Let me start from the object. A copper line of length L runs between two vias and is buried in a low-k dielectric. It carries a steady current, and I want its temperature. The coordinate x runs along the line, with x = 0 at the middle and the vias at x = ±L/2; y is lateral and z vertical. T0 is the temperature of the metal levels above and below, and θ = T − T0 is the rise. Lengths are in nm, and conductivities in eV/(ns nm K), where 1 W/(m K) = 6.24 eV/(ns nm K).

There are five premises. First, steady state and Fourier's law, q = −k∇T, in both materials. Second, a uniform cross-section A and constant conductivities, k for the copper and k_d for the dielectric. Third, a uniform Joule power per unit length p = j²ρA, with current density j and resistivity ρ. Fourth, the heat leaving the side wall at x is proportional to the rise at the same x. Fifth, the vias hold the ends at T0. I will use them first and put a size on each afterwards.

Step one, the balance. Inside the copper, energy conservation reads k∇²θ + j²ρ = 0. Integrate it over the cross-section at fixed x. The term k∂²θ/∂x² gives kA times the second derivative of the section average. The two transverse terms become, by the divergence theorem, minus the outward heat flux integrated round the perimeter, which I call w(x). The source gives p. So kAθ″ − w + p = 0 holds exactly for the average. Premise four closes it with w = gθ, where g is a conductance per unit length:

kAθ″ − gθ + p = 0, θ(±L/2) = 0. (1)

Question: The wall loss depends on the wall temperature, and you have written the average. Is that allowed?

It is allowed when the section is nearly isothermal. Take a round wire that passes the power w per unit length to its wall from a uniform source. The radial equation (k/r)(rθ′)′ = −w/(πa²) gives a parabola, with centre minus wall equal to w/(4πk). With w = gθ the relative spread is g/(4πk). That is a Biot number, and for copper in low-k it will come out below a thousandth.

Step two, the length. Divide (1) by g:

L_H²θ″ − θ + p/g = 0, L_H = √(kA/g). (2)

L_H is the healing length. Without the source the solutions are exp(±x/L_H), so any local disturbance in a long line, a cold contact or a hot spot, dies off over L_H. It is the distance at which the axial conductance kA/L_H of a piece of line equals its lateral conductance gL_H.

Step three, the solution. The constant p/g solves (2). The general solution adds the two homogeneous ones:

θ = p/g − C cosh(x/L_H) − D sinh(x/L_H).

Put u = L/(2L_H). The two end conditions are p/g − C cosh u − D sinh u = 0 and p/g − C cosh u + D sinh u = 0. Their difference gives D sinh u = 0, so D = 0 because u > 0. Their sum gives C = (p/g)/cosh u. Both constants are fixed, so the solution is unique:

θ(x) = (p/g)[1 − cosh(x/L_H)/cosh(L/2L_H)]. (3)

The cosh is smallest at x = 0, so the peak sits in the middle:

θ_max = (p/g)[1 − 1/cosh u]. (4)

Step four, the long line, u ≫ 1. Since 1/cosh u = 2e^(−u)/(1 + e^(−2u)), θ_max = (p/g)(1 − 2e^(−u) + …), which tends to p/g. Near the right via write x = L/2 − s. The ratio of cosh functions is e^(−s/L_H) times (1 + e^(−2x/L_H))/(1 + e^(−2u)), and that factor is 1 up to exponentially small terms when x ≫ L_H. So θ ≈ (p/g)(1 − e^(−s/L_H)). Each via cools a zone a few L_H long and the rest of the line sits on a plateau. The peak is within 5 per cent of p/g once cosh u > 20, that is L > 7.4 L_H.

Step five, the short line, u ≪ 1. From cosh u = 1 + u²/2 + u⁴/24 and 1/(1 + ε) = 1 − ε + ε², we get 1/cosh u = 1 − u²/2 + (1/4 − 1/24)u⁴, so 1 − 1/cosh u = u²/2 − 5u⁴/24 + … Now (p/g)u²/2 = (p/g)L²g/(8kA), and g cancels:

θ_max = [pL²/(8kA)] [1 − 5L²/(48L_H²) + …]. (5)

The leading term is what (1) gives with g = 0, the parabola θ = p(L²/4 − x²)/(2kA). Both limits are upper bounds: 1 − 1/cosh u is below 1, and it is below u²/2 because its second derivative never exceeds 1 while it starts with zero value and slope. The two bounds cross at u²/2 = 1, or L = 2.83 L_H, where the true peak is 0.54 p/g. Around there neither limit is usable.

Step six, the heat budget. The power into one via is Q = −kAθ′(L/2) = (kA/L_H)(p/g) tanh u = pL_H tanh u, using kA/g = L_H². The share of the total pL that leaves through the two vias is 2Q/(pL) = tanh(u)/u. The rest leaves sideways, so g times the integral of θ equals pL(1 − tanh(u)/u), and integrating (3) directly gives the same. A via on a long line drains exactly the heat of one healing length.

Question: You have hidden the geometry in g. Where does it come from?

From a two-dimensional problem in the dielectric. Put the line midway between two isothermal planes at z = ±H, the neighbouring metal levels, and replace it by a round wire of radius a. Let s = πy/(4H) and t = πz/(4H), and take

G = ln|coth(s + it)| = ½ ln[(sinh²s + cos²t)/(sinh²s + sin²t)].

G is the real part of an analytic function, so it is harmonic in the strip away from the origin. On the planes t = ±π/4 and cos²t = sin²t, so G = 0. Near the origin G → ln(4H/πr), the field of a line source, and the flux of k_d∇G through a small circle has magnitude 2πk_d. A loss w therefore sets up the field wG/(2πk_d), and equating it to θ at r = a gives

g = 2πk_d / ln(4H/πa). (6)

The circle is an isotherm only approximately. The next term of ln coth ζ, with ζ = s + it, is ζ²/3, a ripple of amplitude (πa/4H)²/3 that averages to zero round the wire.

Question: That field assumes nothing varies along x. But θ does vary. Why is the loss local?

Because the dielectric relaxes sideways over a distance of order H, and H ≪ L_H. I can size the first correction. Equation (1) makes the functional ∫[½kAθ′² + ½gθ² − pθ]dx stationary. In the full problem the middle term is ½k_d∫|∇θ_d|² over the dielectric. Insert θ_d = θ(x)φ(y,z), with φ = G/ln(4H/πa) equal to 1 on the wire. The transverse gradient returns ½gθ². The axial gradient adds ½k_dA_dθ′² with A_d = ∫φ² dy dz. To first order, then, kA becomes kA + k_dA_d. To evaluate it, expand G in the modes of the strip, κ_n = (n + ½)π/H:

G = Σ (π/Hκ_n) cos(κ_n z) e^(−κ_n|y|).

The cosines are orthogonal with norm H, and the y integral of the squared exponential is 1/κ_n, so ∫G² = (π²/H) Σ κ_n⁻³ = 7ζ(3)H²/π, with ζ(3) the Riemann zeta value. This integral includes the area of the wire, so A_d ≤ 7ζ(3)H²/[π ln²(4H/πa)]. Within a distance of order H of each via the field is three-dimensional and (3) is not resolved there.

Now numbers. All inputs are assumed typical values for an intermediate wiring level, and every result belongs to the model. The line is 100 nm wide and 200 nm tall, A = 2.0×10⁴ nm². There is d = 200 nm of dielectric above and below, so H = 300 nm. I take T0 = 373 K, ρ ≈ 30 Ω nm (3.0 µΩ cm, including surface and grain-boundary scattering), k_d ≈ 0.40 W/(m K) = 2.50 eV/(ns nm K), and j = 10 MA/cm², a heavy load. Intermediate values are carried unrounded.

For k I use the Wiedemann–Franz law, k = L0T0/ρ with L0 = (π²/3)(k_B/e)² = 2.44×10⁻⁸ V²/K². This gives k = 304 W/(m K) = 1.90×10³ eV/(ns nm K). The equal-area radius is a = √(A/π) = 79.8 nm, the logarithm in (6) is 1.566, and g = 10.0 eV/(ns nm K). Then kA = 3.79×10⁷ eV nm/(ns K) and

L_H = √(kA/g) = 1.95×10³ nm.

The current is 2.0 mA, or 1.25×10⁷ electrons per ns, and each loses eρj = 3.0×10⁻⁶ eV per nm. The product is p = 37.4 eV/(ns nm), so the plateau is p/g = 3.74 K. For three lengths:

L (nm) | u | θ_max from (4), K | pL²/8kA, K | share to vias
1000 | 0.257 | 0.120 | 0.123 | 0.98
4000 | 1.03 | 1.37 | 1.98 | 0.75
20000 | 5.14 | 3.69 | 49 | 0.19

The third digits are there to compare the formulas with one another, not because the inputs support them. The short line obeys (5), the long one has reached the plateau, and the middle one needs (4).

Question: How good is Wiedemann–Franz here, and how good is the round wire?

The law with L0 needs scattering that is nearly elastic. Surfaces and grain boundaries scatter elastically. Phonons do so approximately above the Debye temperature, whose compiled value for copper is 343 K (Wikipedia), and T0 is only 1.09 times that. I therefore allow 10 per cent in k, which is 5 per cent in L_H. As for the shape, a larger isothermal body conducts more, so the rectangle lies between its inscribed circle, a = 50 nm, and its circumscribed circle, a = 112 nm. Equation (6) then brackets L_H between about 1.7×10³ and 2.2×10³ nm. The ripple on the equal-area circle is 0.9 per cent of the logarithm. The honest statement is L_H ≈ 2×10³ nm.

The law also gives the short limit a neat form. With p = j²ρA, k = L0T0/ρ and the voltage drop V = jρL, pL²/(8kA) = V²/(8L0T0). Geometry and resistivity drop out. For 1000 nm, V = 3.0 mV and the rise is 0.123 K again. This is the small-rise form of Kohlrausch's relation T_max² − T0² = V²/(4L0).

Question: Resistivity rises with temperature. Does the heating not feed on itself?

At fixed current p becomes p(1 + βθ), with β = (1/ρ)dρ/dT. Equation (1) stays linear, kAθ″ − (g − βp)θ + p = 0, so (3) holds with g replaced by g − βp in the prefactor and in L_H. If βp exceeds g the cosh turns into a cosine of x/ℓ with ℓ² = kA/(βp − g), and the solution diverges when cos(L/2ℓ) = 0, that is at βp = g + π²kA/L². That is thermal runaway. With β ≈ 2.3×10⁻³ per K, typical for a line of this resistivity, βp/g = 0.0086. The plateau is under one per cent higher, and the linear model puts runaway of a long line at 11 times the current, where constant coefficients have long failed.

The other small terms are these. The Biot number g/(4πk) is 4.2×10⁻⁴. The axial conduction in the dielectric has A_d ≤ 9.8×10⁴ nm², so k_dA_d/(kA) ≤ 0.0065. The drift of k, from k ∝ T/ρ, is (1/T0 − β)p/g = 0.0014. Free thermal expansion, with the compiled coefficient 16.5×10⁻⁶ per K (Kaye and Laby Online), would change A by 1.2×10⁻⁴. The Thomson term adds τIθ′, whose ratio to kAθ″ on the scale L_H is τIL_H/(kA) = 1.3×10⁻³ for a typical τ ≈ 2 µV/K. A boundary resistance at the wall equivalent to about 4 nm of dielectric, a typical size, acts in series round the 600 nm perimeter and adds 2.7 per cent to 1/g. Fourier's law needs mean free paths short against the scale of variation: about 40 nm or less for electrons in copper against L_H, and about 1 nm for vibrations in an amorphous dielectric against d.

Question: You left premise five for last. Real vias are narrow and have a barrier layer at the bottom. Are they cold?

This is the premise that can fail outright. Suppose Wiedemann–Franz holds through the via as well, barrier included. Then each slice of the via has the same ratio of thermal to electrical resistance as the line, and the same ratio of Joule heat to electrical resistance. A via of resistance R_via is equivalent to a length ℓ_v = R_via A/ρ of line, with thermal resistance ℓ_v/(kA) and heat pℓ_v, but with almost no wall to lose heat through. In that equivalent length kAθ″ + p = 0. Integrate twice from the line end, where the power Q enters, to the far end at θ = 0:

θ(L/2) = Qℓ_v/(kA) + pℓ_v²/(2kA).

In the line θ = p/g − C cosh(x/L_H) by symmetry, so Q = (kA/L_H)C sinh u. With r = ℓ_v/L_H the condition becomes p/g − C cosh u = rC sinh u + (p/g)r²/2, and

θ(0) = (p/g)[1 − (1 − r²/2)/(cosh u + r sinh u)]. (7)

For r = 0 this is (4). For r > √2 the constant C changes sign, the vias heat the line, and the ends are hotter than the middle. Compare with (4) for small r. On a short line (7) tends to p(L + 2ℓ_v)²/(8kA), so cold contacts need ℓ_v ≪ L as well as ℓ_v ≪ L_H.

The line has ρ/A = 1.5×10⁻³ Ω per nm. An assumed typical via of about 1.5 Ω gives ℓ_v = 1000 nm and r = 0.51. The neglected wall loss of the via is of relative order dℓ_v/L_H² = 0.05. Equation (7) gives 0.96 K, 2.27 K and 3.71 K for the three lengths. The long line hardly notices. The middle one rises from 1.37 K to 2.27 K. The short one is 8 times hotter than (4) says. For that via the first row of the table describes the ideal contact and not the structure.

So here is the range of validity. Equation (3) holds in steady state, or for alternating current with the mean-square j when the period is short against the thermal response time, if five conditions are met: g ≪ 4πk, so the section is isothermal; H ≪ L_H and H ≪ L, so the loss is local and the end regions are small; βp ≪ g + π²kA/L², or else g is replaced by g − βp; mean free paths short against L_H and d; and ℓ_v ≪ min(L, L_H), or else (7) is used. For the plateau of a line much longer than L_H, the last condition matters only near the ends.

Question: Would I find 2×10³ nm in a real chip?

Probably something longer. The model has one hot line between two perfect sinks. Take instead an array at pitch P = 200 nm with every line heated equally. Filling the gaps with an isothermal sheet can only raise the conductance, so g ≤ 2k_dP/d = 4.99 eV/(ns nm K) per line. That gives L_H ≥ 2.8×10³ nm and a plateau of at least 7.5 K. If heat can leave only downward, g halves again, and L_H ≥ 3.9×10³ nm with at least 15 K. Cap and etch-stop layers, which conduct better than the low-k film, and unheated neighbours tied to cooler levels push the other way. As typical knowledge, not as a measurement, healing lengths for lines of this size in full low-k stacks are several thousand nm. The isolated-line figure is thus at the short end, low by up to about a factor of two, and since p/g scales as L_H² at fixed kA, its plateau is low by up to about a factor of four. The form of (3) is unaffected, and the surroundings enter through g alone.